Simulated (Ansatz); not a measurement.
# In3As: energy along a strain

In3As, Pm-3m, a = 4.502 Å. The structure is a Materials Project entry; whether it is the stable form wasn't checked. Ansatz: PBEsol+D3(BJ), PAW, 420 eV, Γ-centred 10×10×10 mesh on 4 atoms, Gaussian smearing 0.15 eV; no spin polarisation. Cell vectors (Å): 4.502 0.000 0.000; 0.000 4.502 0.000; 0.000 0.000 4.502. The cell is strained by x per cent times the pattern (0 1 0 0 0 0) in the order xx yy zz yz xz xy (engineering shears), with fractional coordinates held. y is the free energy over the start, V0 = 22.818 Å³/atom.

```tsv
x (%)	y (meV/atom)
-4.00	5.46
-3.00	2.97
-2.00	1.28
-1.00	0.31
0.00	0.00
1.00	0.38
2.00	1.50
3.00	3.38
3.50	4.58
4.00	?
```

Q: Fit y = c1 x + c2 x² + c3 x³ to the other rows, get the stiffness along the pattern, and predict the missing energy.

A: Least squares on the rows shown. y = 0.05896 x + 0.3551 x² + 0.0001891 x³. The clamped-ion stiffness p·C·p = 2 × 3.551 eV × 160.2 / 22.818 Å³ = 50 GPa, which is C22 in these axes (C11 of the cubic crystal); c1 is there for the stress left in the start, which by itself gives a slope of 0.03 meV/atom per %. The pressures of the same runs give B = −dP/dε = 59 GPa; in a cubic crystal a longitudinal stiffness under B means a negative shear constant, so this lattice is unstable. At x = 4.00 the fit asked for gives 5.93 meV/atom. The run gave 5.95 meV/atom, so the fit is 0.02 meV/atom too low, within the rms miss on the fitted rows (0.03 meV/atom).

Cost: 10 runs of about 6.1 core-minutes in all, on Intel Xeon Processor @ 2.50GHz (Skylake/Cascade Lake) (shared hosts).

The energy rises on both sides of the start, yet this doesn't make the cubic lattice stable. Stretching one axis changes volume and shape together, and the resistance to volume change hides a softness towards shape change. With a longitudinal stiffness of 50 GPa against a bulk modulus of 59 GPa, a tetragonal distortion at constant volume should lower the energy. Clamping the ions is not the cause: every atom in this four-atom cubic cell sits on an inversion centre, which the strain preserves, so no internal displacement couples linearly to it.

The driving force is probably electronic. Elemental indium is itself a tetragonally distorted face-centred cubic metal, and a similar splitting of partly filled p-derived bands could favour unequal axes here. The cubic coefficient is too small against the scatter of the fit to reveal the usual stiffening under compression; the slight asymmetry comes mostly from the linear term. The curve doesn't show how far the distortion would go, or whether it would end in a tetragonal minimum.
